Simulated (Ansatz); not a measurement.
## MgRh: energy above lowest point against volume scale

All results are calculated (Ansatz 0.2.0). Free energy against uniform scaling of the volume at fixed shape and fractions; periodic cell, basis, potentials, k mesh and filling as listed.

The cell before it is scaled or strained (space group Pm-3m, No. 221):
```
MgRh
1.0
      3.1095     0.0000     0.0000
      0.0000     3.1095     0.0000
      0.0000     0.0000     3.1095
Mg Rh
1 1
Direct
  0.00000 0.00000 0.00000
  0.50000 0.50000 0.50000
```

Settings of every row: functional r2SCAN; dispersion none; potentials PAW; wave cutoff 557.83 eV; density cutoff 2231.3 eV; k mesh 7x7x7; k shift 0x0x0; occupations fermi dirac; smearing width 0.1 eV; spin none.

Limits: coarse k mesh, up to 40 meV an atom off.

```csv
row,volume scale,V (Å³/atom),energy above lowest point (meV/atom)
1,0.9406,14.14,10.9
2,0.9703,14.586,0
3,1,15.033,0.7
4,1.0297,15.479,?
5,1.0594,15.926,29.8
```

Question: what energy above lowest point should row 4 give?

Worked fit of energy above lowest point. Take u = (V_r/V)^(2/3) − 1 with V_r = 14.809 Å³ an atom, which is twice the finite (Eulerian) strain; such expansions in the strain, on which the Birch-Murnaghan equation of state is built, carry the rest volume and the bulk modulus. The shown rows have u = 0.0313, 0.01017, -0.00996, -0.04732. Least squares give energy above lowest point = −0.96 − 31.3 × u + 13083 × u² meV/atom; a straight line predicts inner rows, each left out in turn, worse (root mean square 13 against 0.14 meV/atom). The rows lie off it by 0.0, -0.1, 0.1, 0.0. Its lowest point lies at u = 0.0012, or V = 14.78 Å³ an atom, and the curvature there gives the bulk modulus at fixed shape and fractions, B = (4/9)(1 + u)² E″(u)/V = 126 GPa. The withheld row has u = -0.02907, so the fit gives −0.96 − 31.3 × (-0.02907) + 13083 × (-0.02907)² = 11.0 meV/atom.

The calculation gave 11.1 meV/atom. The fit lies 0.1 meV/atom (0.34 % of the column's range) below it, one unit of the last digit.
